Restricted Hartree–Fock (RHF) fails along this C–H stretch well before its best-known warning sign appears. At 1.66 Å it already lies 0.94 eV above CASSCF, which treats the stretched pair with two orbitals instead of one; at 1.07 Å, the lowest point of the curve, the gap is 0.41 eV. Yet giving the two spins different orbitals, as unrestricted Hartree–Fock (UHF) may do, still brings no gain at the printed precision. The earlier warning is the occupation of the weak orbital, taken here to be the antibonding partner of the stretched bond.

PySCF 2.14.0 calculations with the def2-TZVP basis on neutral singlet methylsilane (CH₃SiH₃), with one C–H bond stretched and the rest held rigid at the GFN2-xTB geometry. The methods are RHF, broken-symmetry UHF and CASSCF with two electrons in two orbitals. Spin squared refers to UHF, and the weak occupation to the CASSCF natural orbitals.

```
bond length (Å)  CASSCF energy over its lowest point (eV)  RHF energy over CASSCF (eV)  UHF energy under RHF (eV)  spin squared  first weak orbital occupation
          0.980                                     0.290                        0.352                      0.000         0.000                          0.012
          1.070                                     0.000                        0.406                      0.000         0.000                          0.016
          1.180                                     0.055                        0.480                      0.000         0.000                          0.023
          1.280                                     0.319                        0.557                      0.000         0.000                          0.032
          1.440                                     0.928                        0.699                      0.000         0.000                          0.051
          1.660                                     1.833                        0.936                      0.000         0.012                          0.093
          1.930                                     2.781                        1.299                      0.421         0.565                          0.175
          2.350                                     3.723                        2.011                      1.627         0.878                          0.372
          3.000                                     4.242                        3.236                      3.241         0.989                          0.697
```

### From 0.98 to 1.44 Å: an error without an alarm

In these rows UHF falls back onto RHF and spin squared is zero, so nothing in the Hartree–Fock results looks wrong. RHF nevertheless lies 0.41 eV above CASSCF at 1.07 Å and 0.70 eV above it at 1.44 Å. This gap measures the part of the error on one electron pair that a second orbital can mend. It isn't the whole error of RHF, because CASSCF with two electrons in two orbitals itself leaves out most of the finer correlated motion, both within this pair and among the other electrons.

The error comes from the form of the RHF wavefunction. Both electrons sit in one bonding orbital spread over carbon and hydrogen, and neither avoids the other. They are therefore found together on one atom about as often as apart, even when the bond is long. The remedy is to mix in, with opposite sign, a second configuration that has both electrons in the antibonding orbital: the ionic parts then cancel and the covalent parts add.

A two-level model turns this into a formula. Let $c_1$ and $c_2$ be the amplitudes of the two configurations, $K$ the coupling between them, and $w=2c_2^2$ the first weak orbital occupation. If both methods used the same orbitals, the energy gained by mixing would be

$$E_\mathrm{RHF}-E_\mathrm{CASSCF}=K\,\frac{c_2}{c_1}=K\sqrt{\frac{w}{2-w}} .$$

The energy thus follows the amplitude, whereas the occupation follows its square. This is why a weak occupation of only 0.016, at 1.07 Å, goes with an error of 0.41 eV. A number that looks negligible as a count of electrons isn't negligible as an energy.

One constant, $K=4.34$ eV, was fitted to the RHF errors of all nine rows; the printed output follows this text. The square-root form is largely built into a CASSCF with two electrons in two orbitals, so the fit mainly tests whether $K$ stays steady. It does: its row values differ by less than 10 %, while the RHF error grows eightfold from 1.07 to 3.00 Å. These row values are an effective coupling, not the integral itself. The integral is expected to grow at long bonds, while RHF, which optimises its own orbital, wins back part of the gap there, so some of the steadiness is probably a cancellation. In the model, what changes is the energy separation of the two configurations, which shrinks from tens of eV to a few eV as the bonding and antibonding orbitals approach each other.

### At 1.66 Å: why the alarm comes late

Here the weak occupation has reached 0.093, and RHF is wrong by 0.53 eV more than at 1.07 Å. UHF has only just begun to differ from RHF, with spin squared at 0.012. The length at which this symmetry breaking sets in is called the Coulson–Fischer point, and the table places it between 1.44 and 1.66 Å.

A simpler system shows why there is a threshold at all: a hydrogen molecule with one orbital on each atom, whose electrons repel each other only when they share an atom. UHF lets each spin orbital take up a small antibonding part of weight $s^2$, with opposite signs for the two spins, so that the electrons drift to opposite ends. Multiplying out the product gives some of the helpful second configuration, but also a triplet state of weight about $2s^2$. A single determinant can't have the one without the other.

Let $2D$ be the separation of the two configurations. In the hydrogen model the triplet lies $D-K$ above RHF and so costs $2s^2(D-K)$, while mixing in the second configuration gains $2s^2K$. The sum, for small $s$, is

$$\Delta E\approx 2s^2\,(D-2K).$$

Symmetry breaking pays only once $D$ has fallen below $2K$. CASSCF takes the second configuration without the triplet, so it gains at every length and has no threshold.

In the two-level model the condition $D=2K$ corresponds to a weak occupation of 0.106, which CASSCF reaches near 1.70 Å. The calculation breaks symmetry slightly earlier. An early onset is expected even for a real hydrogen molecule. With real orbitals the triplet lies somewhat below $D-K$, by half the self-repulsion of the difference between the bonding and antibonding densities. In the model the two densities are equal and this term vanishes, so it makes the triplet too costly.

### From 1.93 to 2.35 Å: energy bought with spin

Once past the threshold, UHF recovers 32 % of the gap between RHF and CASSCF at 1.93 Å and 81 % at 2.35 Å. Spin squared rises to 0.565 and then to 0.878. A pure singlet has zero and a pure triplet two, so these are mixtures of spin states, although the molecule is meant to be a singlet. The energy improves because the electrons separate, and the price is a wrong spin.

The row at 2.35 Å shows the size of the RHF error in full. With $w=0.372$, the square root is $\sqrt{0.372/1.628}=0.478$, and multiplying by 4.34 eV gives 2.07 eV. The table has 2.01 eV, so the estimate is 3 % too high. This row was part of the fit and is the one with the largest miss in eV.

The UHF columns are a harder test, because nothing was fitted to them. With $K$ taken from the RHF errors and $D$ from each row's weak occupation, the hydrogen model gives the energy gain of UHF to within about 0.17 eV and spin squared to within 0.10 in every row. In the three rows with a clear gain, the model's gain is too small. At 1.93 Å it gives 0.32 eV against 0.42 eV. Near the threshold this is expected from the triplet that the model places too high. At 3.00 Å the fitted $K$ is below that row's own value of 4.425 eV, and the spins of the other electrons probably shift slightly apart as well, since UHF ends below CASSCF there.

The late start distorts the UHF curve. Among these rows UHF is furthest above CASSCF at 1.66 Å, just where it begins to break symmetry. From there to 3.00 Å it climbs by 1.47 eV, against 2.41 eV for CASSCF. The curve is too steep before the threshold and too flat after it, so UHF repairs the far end of the stretch but not its middle.

### At 3.00 Å: a good energy for the wrong state

RHF has now climbed 7.07 eV from 1.07 Å, against 4.24 eV for CASSCF. The failure can be seen in the RHF curve alone, because it doesn't level off. Over the last step RHF still rises by $7.07-5.33=1.74$ eV, when a nearly broken bond should have little left to give. Its wavefunction keeps its ionic share, and pulling opposite charges apart goes on costing energy.

UHF ends 0.005 eV below CASSCF. This breaks no rule: both energies are upper bounds to the exact one, and neither bounds the other. UHF can adjust the spins of all electrons, whereas this CASSCF correlates only one pair. With spin squared at 0.989, UHF is about half triplet, so the close agreement in energy doesn't vouch for its wavefunction.

The bond isn't fully broken even here, since the weak occupation is 0.697 and would be one for two separate radicals. The CASSCF climb of 4.24 eV is therefore not a bond energy, all the more so because the rest of the molecule was held rigid. Nor should $K$ be carried to longer bonds. As the attraction between the two ions fades, the ionic share becomes more expensive, and the effective coupling should rise.

For this C–H bond, an RHF curve would make splitting into radicals look far too costly. A UHF curve would end near the CASSCF energy, but at 1.07 Å it starts 0.41 eV above it. Its climb to 3.00 Å is therefore too small, 3.83 eV against 4.24 eV. The weak orbital occupation gives the earlier sign through its growth: by 1.44 Å it is about three times its value at 1.07 Å, while spin squared is still zero. It has no sharp threshold, and here it comes from the CASSCF calculation, not from Hartree–Fock.

Printed output of the fit:

```
fit of rhf_above_casscf on 9 rows: coefficient of amp 4.34 +/- 0.038; rms 0.035, worst 2.35 0.0635, leave-one-out rms 0.0571
fit of rhf_above_casscf on 9 rows: constant 0.4347 +/- 0.043, coefficient of w 4.122 +/- 0.16; rms 0.0902, worst 1.93 -0.143, leave-one-out rms 0.148
Model and curves (energies in eV):
   row  K of row  model RHF error  model spin squared  model UHF gain  UHF over CASSCF  percent recovered by UHF  RHF climb from 1.07  UHF climb from 1.07
  0.98     4.531           0.3372                   0               0            0.352                         0                0.236                0.236
  1.07     4.521           0.3897                   0               0            0.406                         0                    0                    0
  1.18      4.45           0.4681                   0               0             0.48                         0                0.129                0.129
  1.28     4.368           0.5534                   0               0            0.557                         0                 0.47                 0.47
  1.44     4.321            0.702                   0               0            0.699                         0                1.221                1.221
  1.66     4.238           0.9584                   0               0            0.936                         0                2.363                2.363
  1.93     4.195            1.344              0.4672          0.3166            0.878                     32.41                3.674                3.253
  2.35     4.207            2.074              0.8372           1.544            0.384                     80.91                5.328                3.701
   3.0     4.425            3.174              0.9747            3.07           -0.005                     100.2                7.072                3.831
weak occupation at which the model lets UHF break symmetry: 0.1056
bond length where CASSCF reaches that occupation (angstrom): 1.701
growth of RHF error from 1.07 to 1.66 angstrom (eV): 0.53
growth of RHF error from 1.07 to 3.00 angstrom (eV): 2.83
RHF error at 3.00 over that at 1.07 angstrom (ratio): 7.97
largest over smallest K of the rows (ratio): 1.08
model separation of the two configurations at 1.07 angstrom (eV, rough): 47.94
model separation of the two configurations at 3.00 angstrom (eV, rough): 2.76
CASSCF climb from 1.66 to 3.00 angstrom (eV): 2.409
UHF climb from 1.66 to 3.00 angstrom (eV): 1.468
largest miss of model UHF gain (eV): 0.1714
largest miss of model spin squared: 0.09778
```
